**Q:** I have the ion H₃C–BH₃⁻, and I want to know how tightly it holds its extra electron. Which electron would leave?

**A:** Both carbon and boron have four neighbours, so the ion's fourteen valence electrons form exactly seven bonds, with no lone pair left over. The electron must therefore come out of a bond. Boron has a smaller nuclear charge than carbon and holds its electrons less tightly, which makes the B–H bonds the natural source. Atomic charges from an approximate tight-binding calculation (GFN1-xTB) support this, placing about 77% of the loss on the BH₃ end. The C–B bond is not the main source either: the ion's highest level is a pair of orbitals of equal energy, and a single bond along the axis can't supply a pair. The hole therefore lies mainly in the B–H bonds, with a smaller part on the methyl group.

**Q:** What does it cost to remove that electron?

**A:** That depends on the level of theory. Each value below is the energy of the neutral minus that of the anion, with the atoms held in place.

Vertical ionisation energies of the anion H₃C–BH₃⁻ (charge −1 e, singlet), leaving the neutral doublet, calculated with Ansatz 0.2.0 at the levels of theory listed. All values use the anion's PBE-D4/def2-TZVPD geometry; MP2, CCSD and CCSD(T) keep the inner cores frozen.

```csv
result level,result ionisation energy (eV)
HF/def2-TZVPPD,3.505
PBE-D4/def2-TZVPD,3.886
revPBE-D4/def2-TZVPD,3.961
r2SCAN-D4/def2-TZVPD,3.937
MP2/def2-TZVPPD,4.428
CCSD/def2-TZVPPD,4.380
CCSD(T)/def2-TZVPPD,4.396
```

Hartree–Fock (HF) gives the lowest value, 3.505 eV. The three density functionals come next, and MP2, CCSD and CCSD(T) lie highest, close to 4.4 eV. I shall use CCSD(T) as the yardstick because it treats electron correlation most completely here, but it is still a calculation and not a measurement.

**Q:** Could I skip the second calculation and simply read the cost from the highest occupied HF orbital of the anion?

**A:** That is Koopmans' estimate: minus the orbital energy is the price of removing an electron while all the others stay frozen in their orbitals. It gives 4.97 eV, which is 0.58 eV above CCSD(T). Two steps are left out, and they act in opposite directions.

First, the remaining electrons don't stay frozen. They feel less repulsion once one of them has gone, and they contract towards the hole. This stabilises the neutral and lowers the cost by 1.47 eV, which brings us to the HF value in the table.

Second, HF lets each electron feel only the average field of the others, whereas real electrons also avoid one another from moment to moment. The energy gained by this avoidance is the correlation energy. For the valence electrons, in this basis, it is 10.62 eV in the anion and 9.73 eV in the neutral, so 0.89 eV of stabilisation is lost with the electron and must be paid for.

The full account is then $4.971 - 1.466 + 0.892 = 4.397$ eV, which is the CCSD(T) result within rounding. This is a breakdown of the calculated energies, so its closure is no independent test. Its use is to show why the orbital estimate looks better than its assumptions deserve: the two neglected effects partly cancel. The output printed below gives the separate pieces.

**Q:** Why should the anion have more correlation energy to lose?

**A:** The departing electron takes with it all its pairings with the other electrons. The most important are those with electrons of opposite spin, above all its partner in the same orbital. Electrons of equal spin are already kept apart by the Pauli principle, which HF includes, so they have less to gain from further avoidance. At the MP2 level, opposite-spin pairs account for 83% of the lost correlation energy. This is why the difference of the two HF total energies makes the electron too easy to remove here.

**Q:** MP2 is much simpler than CCSD(T), yet it differs by only 0.03 eV. Does it describe correlation that well?

**A:** It describes the difference well, but not the totals. Compared with CCSD(T), MP2 leaves out 1.30 eV of correlation energy in the anion and 1.33 eV in the neutral. These two large errors almost vanish on subtraction. Much of that is expected, because most of the bonds are the same before and after ionisation, but a match this close may be partly luck. Close agreement in an energy difference is therefore no proof that either species is described accurately.

**Q:** The density functionals do include correlation. Why are they still 0.4 to 0.5 eV below CCSD(T)?

**A:** A likely cause is self-interaction. In these functionals an electron's density partly repels itself, and the approximate exchange term doesn't remove this completely. Spreading a hole over several bonds then looks too favourable, so the neutral comes out too stable and the electron too cheap to remove. The tight-binding charges suggest a hole of that spread-out kind, but that method fills orbitals of equal energy evenly and so spreads the hole by construction. The table doesn't isolate the effect either. HF can't serve as the control: it is free of self-interaction, yet its value is low for another reason, the absence of correlation.

**Q:** Can I at least use the PBE orbital energy as a quick guide?

**A:** No. It suggests 0.53 eV, while the difference of the two PBE-D4 total energies is 3.89 eV. An orbital energy is the slope of the total energy at the moment when the electron begins to leave. In an exact theory that slope would stay constant until the whole electron had gone, and the two numbers would agree.

With PBE, the orbital sinks as it empties, because the leaving electron's spurious repulsion of itself fades as it goes. Each further fraction of the electron costs more than the last, so the initial slope is far too small. HF bends the other way, and its orbital energy overstates its own energy difference. Subtracting two total energies avoids this particular trap in both methods.

**Q:** Which digits should I trust, and what would change if the neutral could relax?

**A:** I would quote about 4.4 eV for the fixed geometry. The triples correction, the step from CCSD to CCSD(T), changes the value by only 0.016 eV, but agreement among methods in one basis set doesn't measure the error of that basis. I would also give no meaning to the order of the three functionals. They span 0.075 eV, and the dispersion correction alone contributes 0.035 eV to the PBE value.

The neutral needs some care as well. CCSD has to correct its HF orbitals far more than those of the anion, so its energy is probably the less secure of the two. The anion's highest level is a pair of orbitals of equal energy, and removing one electron leaves that pair unevenly filled. Such a molecule gains energy by distorting, which is the Jahn–Teller effect. Letting the atoms move would therefore lower the cost, and an experimental threshold that reaches the relaxed neutral should lie below the fixed-geometry value. At the fixed geometry, the calculation has to place the hole in one particular combination of the two orbitals, and a lower electronic state can't be excluded.

As a next step, I would repeat the two total energies with functionals that contain increasing shares of exact exchange, keeping the geometry and basis set fixed. The open question is how much of the functionals' shortfall of 0.4 to 0.5 eV is really self-interaction.

Numerical output:

```
Ionisation energy by level in eV:
                   row  value  value minus CCSD(T)
        HF/def2-TZVPPD  3.505               -0.891
     PBE-D4/def2-TZVPD  3.886                -0.51
  revPBE-D4/def2-TZVPD  3.961               -0.435
  r2SCAN-D4/def2-TZVPD  3.937               -0.459
       MP2/def2-TZVPPD  4.428                0.032
      CCSD/def2-TZVPPD   4.38               -0.016
   CCSD(T)/def2-TZVPPD  4.396                    0
Share of the lost electron on the BH3 end by GFN1-xTB charges in percent: 76.54
Frozen-orbital estimate from the HF orbital energy in eV: 4.971
Lowering by orbital relaxation in HF in eV: 1.466
Frozen-orbital estimate minus CCSD(T) in eV: 0.5752
CCSD(T) correlation energy of the anion as a positive number in eV: 10.62
CCSD(T) correlation energy of the neutral as a positive number in eV: 9.727
Correlation energy lost on ionisation in eV: 0.8919
Opposite-spin part of the MP2 correlation loss in eV: 0.7658
Same-spin part of the MP2 correlation loss in eV: 0.1572
Opposite-spin share of the MP2 correlation loss in percent: 82.97
Correlation energy that MP2 misses against CCSD(T) in the anion in eV: 1.301
Correlation energy that MP2 misses against CCSD(T) in the neutral in eV: 1.332
Change by the triples from CCSD to CCSD(T) in eV: 0.016
Spread of MP2 and CCSD and CCSD(T) in eV: 0.048
Smallest shortfall of a semilocal functional against CCSD(T) in eV: 0.435
Largest shortfall of a semilocal functional against CCSD(T) in eV: 0.51
Spread of the three semilocal functionals in eV: 0.075
Ionisation energy read from the PBE orbital energy of the anion in eV: 0.5282
PBE energy difference minus the PBE orbital value in eV: 3.358
Part of the PBE-D4 value that comes from D4 in eV: 0.03502
```
